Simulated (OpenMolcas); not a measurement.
## How methods differ on HBS (hydrogen boron sulfide)

The species is HBS (3 atoms), meant as a singlet with charge 0. As SMILES, `B=S`. Geometry: relaxed at PBE0-D4/def2-TZVP.

```xyz
3

B    -0.0387   -0.0146    0.1348
S     0.3992    0.1476   -1.3933
H    -0.3605   -0.1331    1.2585
```

Quantity: the dipole moment, in D. The values are calculated.

Task: The value from experiment is 1.30 D (NIST CCCBDB). From what is known of these methods, estimate their order from the nearest to it to the farthest.
A. M06-2X/def2-TZVPPD (OpenMolcas)
B. PBE/def2-TZVPPD (OpenMolcas)
C. TPSS/def2-TZVPPD (OpenMolcas)
D. BHLYP/def2-TZVPPD (OpenMolcas)

Result: C (1.34 D, +0.04), B (1.23 D, -0.07), A (1.48 D, +0.18), D (1.63 D, +0.33).

The two semilocal functionals bracket the measured dipole, PBE slightly below and TPSS slightly above, while both hybrids rich in exact exchange make the molecule too polar, BHLYP most of all. The moment reflects a balance within the boron-sulfur bond. Sulfur is the more electronegative atom and draws σ density towards itself, while its π lone-pair density flows back into the formally empty p orbitals of boron, giving the linear molecule more triple-bond character than the formula B=S implies. The net dipole is therefore modest and sensitive to small shifts of charge. A large share of exact exchange probably leaves too little of the left-right correlation that returns π density to boron, so the opposing σ polarisation is less fully cancelled. The exact-exchange fraction alone does not fix the order, since M06-2X and BHLYP have similar fractions but clearly different errors. The narrow lead of TPSS over PBE is too small to establish a general advantage, as vibrational averaging or a change of geometry could matter on that scale.
